**Q:** I have band levels of an ordered Al–In arsenide at five k points, but the names of the points have been lost. Can you restore them from the numbers?

Al2InAs3, 6 atoms in the cell, built as ordered alloy on zincblende lattice, space group Imm2 (44), conventional a = 4.107, b = 12.327, c = 5.820 Å, 24.55 Å³ an atom. Band levels by a costlier level of theory given those of a cheaper one on the same cell, each from its own valence top. Ansatz 0.2.0, plane-wave PAW, no spin polarisation, cell relaxed with r2SCAN; cheaper level PBE; costlier level HSE06; costlier k mesh 4×4×4. Candidates: X, W, R, Lambda_0, Sigma_0.

| row | band v2, cheaper level (eV) | band v1, cheaper level (eV) | band c1, cheaper level (eV) | band v2, costlier level (eV) | band v1, costlier level (eV) | band c1, costlier level (eV) |
| --- | --- | --- | --- | --- | --- | --- |
| A | -0.914 | -0.895 | 1.552 | -0.989 | -0.964 | 2.298 |
| B | -0.678 | -0.143 | 1.378 | -0.750 | -0.149 | 1.999 |
| C | -1.281 | -1.172 | 2.448 | -1.382 | -1.265 | 3.226 |
| D | -0.706 | -0.485 | 1.617 | -0.747 | -0.524 | 2.372 |
| E | -1.915 | -1.191 | 1.763 | -2.071 | -1.277 | 2.398 |

**A:** Let us first agree on the symbols. Band v1 is the top filled band, v2 the one below it, and c1 the lowest empty one. The cheaper level is PBE and the costlier one HSE06, and each counts energy from its own valence top at Gamma. Four other points of the same crystal still have their names: Gamma, F_0, G_0 and S.

**Q:** Do those four help?

**A:** They settle two letters at once. At F_0, PBE puts v1 at −1.191 eV and c1 at 1.763 eV, exactly as in row E. At G_0 the values are −0.485 and 1.617 eV, exactly as in row D.

Symmetry says which names go with them. Without magnetism, an electron with wave vector k has the same energies as one with −k, and adding a reciprocal lattice vector changes nothing either. The coordinates of F_0 and Sigma_0 add up to such a vector, and so do those of G_0 and Lambda_0. So E is Sigma_0 and D is Lambda_0.

**Q:** That leaves X, R and W for A, B and C, with no twins to compare. What now?

**A:** We use the parent crystal. Edge b is three times edge a, and c is close to √2 times a, which are the proportions of a zincblende cell repeated three times along b. A cell three times as large has a Brillouin zone a third as large, so the bands of zincblende are folded into it. Each named point then collects the states of three zincblende points.

This gives a simple rule. The top filled level of a row comes from whichever of the three points has the highest filled state, and the lowest empty level from whichever has the lowest empty one. The ordering of Al and In then shifts and splits these levels somewhat. The rule gives an order of levels, not their exact energies.

**Q:** Try it on R.

**A:** R lies half a repeat along a and half a repeat along c in reciprocal space. Its distance from Gamma is π√(1/a² + 1/c²), which with a = 4.107 Å and c = 5.820 Å gives 0.936 Å⁻¹. The zincblende point L, for a cube of edge c, lies at π√3/c = 0.935 Å⁻¹. The direction agrees too, because a runs along a face diagonal of the cube and c along its edge, so R holds an L point.

In zincblende without spin–orbit coupling, the top filled level at L is a pair of equal energy, made of As p orbitals that point across the L direction. At Gamma, where zincblende has three equal levels, v1 and v2 are only 0.084 eV apart in PBE, so the Al–In order can be expected to split the pair at L only a little too. In row A, v1 and v2 are 0.019 eV apart in PBE, by far the closest pair among the five rows.

**Q:** Would I see such a close pair in photoemission?

**A:** Probably not. Spin–orbit coupling is missing here, and in arsenides it splits this pair by roughly 0.2 eV. The close pair is a fingerprint of this calculation, useful for naming the row but not for comparison with a spectrum.

**Q:** Is there a second sign that A is R?

**A:** Yes, in the empty band. S also holds an L point, so R and S should have similar lowest empty levels if L supplies them. The PBE value at S is 1.563 eV, and row A has 1.552 eV. S has no close pair at its valence top, and the rule offers a reason: its other two zincblende points lie nearer to Gamma and can supply higher filled states.

**Q:** And B?

**A:** B has a valence top only 0.143 eV below that of Gamma in PBE, so it should be a point near Gamma. X is the nearest of all the named points, at 0.51 Å⁻¹. Distance alone is a loose guide, since S is nearer to Gamma than G_0 and yet has the deeper valence top. Here the difference in distance is large, because R and W both lie beyond 0.9 Å⁻¹.

Nearness is probably not the whole reason for so high a valence top. Two of the three zincblende points folded into X have opposite wave vectors, so their levels are equal in the parent crystal. The Al–In order is expected to split such a pair and push one level up.

X also holds a zincblende X point, where III–V arsenides have a low conduction valley. That fits the c1 of row B, the lowest of the five.

**Q:** So C is W because it is left over?

**A:** It also looks the part. None of the three zincblende points folded into W is Gamma, X or L, where the low conduction valleys sit. A high c1 is therefore likely, and row C has the highest, at 2.448 eV in PBE. Rows E and D have much lower c1, although Sigma_0 and Lambda_0 do not hold Gamma, X or L either. They do hold points close to X and to L, displaced mostly along the line to Gamma, where these valleys are expected to be flat. W also holds points close to L, but displaced across that line, where the valley is expected to climb steeply.

**Q:** How sure are you of each name?

**A:** D and E are certain, because symmetry fixes them. A, B and C rest on the likeness to zincblende, which is a strong argument but no proof. The filled bands alone would leave A and C open to exchange, since both have deep valence tops and fairly close pairs. Their empty levels differ by about 0.9 eV, and that decides it.

**Q:** Then show me the names.

The rows with their labels:

| point name | band v2, cheaper level (eV) | band v1, cheaper level (eV) | band c1, cheaper level (eV) | band v2, costlier level (eV) | band v1, costlier level (eV) | band c1, costlier level (eV) |
| --- | --- | --- | --- | --- | --- | --- |
| Gamma | -0.084 | 0.000 | 1.076 | -0.081 | 0.000 | 1.904 |
| X | -0.678 | -0.143 | 1.378 | -0.750 | -0.149 | 1.999 |
| F_0 | -1.915 | -1.191 | 1.763 | -2.071 | -1.277 | 2.398 |
| Sigma_0 | -1.915 | -1.191 | 1.763 | -2.071 | -1.277 | 2.398 |
| Lambda_0 | -0.706 | -0.485 | 1.617 | -0.747 | -0.524 | 2.372 |
| G_0 | -0.706 | -0.485 | 1.617 | -0.747 | -0.524 | 2.372 |
| R | -0.914 | -0.895 | 1.552 | -0.989 | -0.964 | 2.298 |
| W | -1.281 | -1.172 | 2.448 | -1.382 | -1.265 | 3.226 |
| S | -0.864 | -0.621 | 1.563 | -0.924 | -0.673 | 2.314 |

**A:** All five agree. The distances and differences behind the argument are printed after this exchange.

**Q:** I care about the gap. Could I take the PBE bands and push all the empty ones up by one amount?

**A:** Not safely. PBE is known to make gaps too small, so the empty bands do have to rise, but not all by the same amount. From PBE to HSE06, c1 rises by 0.828 eV at Gamma but by only 0.621 eV at X, the largest and smallest rises in the table. A likely explanation is that the conduction state at Gamma is mostly s-like, and that a hybrid functional raises such states more than those of the X valley. The orbital make-up of these states was not printed, so the explanation is untested here.

**Q:** Does that difference matter in practice?

**A:** It matters for whether the material emits light well, which needs the lowest empty state to sit at Gamma, directly above the valence top. In PBE, c1 at X lies 0.302 eV above c1 at Gamma, and in HSE06 only 0.095 eV. A single upward shift would have kept the comfortable PBE margin. The HSE06 run used a coarser k mesh than the PBE run and its convergence was not tested, so the small margin could still move a little. These numbers also belong to a perfectly ordered cell, which a grown film need not form.

**Q:** Is the gap direct, then?

**A:** As far as the runs sampled, yes. At both levels the valence top and the lowest empty state are at Gamma. Spin–orbit coupling, left out here, is expected to raise the valence top and so narrow the gap.

The rows do leave out one rival to Gamma. The other two zincblende X points fold into a point called T and its mirror image, which are not among the rows. The HSE06 mesh includes T, so its lowest empty level is not below that of Gamma, but its value is not listed. How much room is left between Gamma and T therefore stays open. So does the exact bottom of each valley, which may lie between the mesh points.

Numerical output:

```
Clues at each point:
       row  distance from Gamma (1/A)  v1 less v2 PBE (eV)  v1 less v2 HSE06 (eV)  rise of c1 PBE to HSE06 (eV)  change of v1 PBE to HSE06 (eV)
     Gamma                          0                0.084                  0.081                         0.828                               0
         X                     0.5097                0.535                  0.601                         0.621                          -0.006
       F_0                     0.8498                0.724                  0.794                         0.635                          -0.086
   Sigma_0                     0.8498                0.724                  0.794                         0.635                          -0.086
  Lambda_0                     0.6601                0.221                  0.223                         0.755                          -0.039
       G_0                     0.6601                0.221                  0.223                         0.755                          -0.039
         R                     0.9362                0.019                  0.025                         0.746                          -0.069
         W                     0.9703                0.109                  0.117                         0.778                          -0.093
         S                     0.5969                0.243                  0.251                         0.751                          -0.052
Cell edge b over a (3 for tripled zincblende): 3.001
Cell edge c over a (1.414 for zincblende): 1.417
Distance of zincblende L from Gamma, from edge c (1/A): 0.9349
c1 at S less c1 at R, PBE (eV): 0.011
c1 at S less c1 at R, HSE06 (eV): 0.016
c1 at W less c1 at F_0, PBE (eV): 0.685
c1 at W less c1 at F_0, HSE06 (eV): 0.828
c1 at X less c1 at Gamma, PBE (eV): 0.302
c1 at X less c1 at Gamma, HSE06 (eV): 0.095
Largest less smallest rise of c1 (eV): 0.207
Extra depth of v1 in HSE06 at F_0 (%): 7.221
Extra depth of v1 in HSE06 at R (%): 7.709
Extra depth of v1 in HSE06 at W (%): 7.935
Extra depth of v1 in HSE06 at S (%): 8.374
```
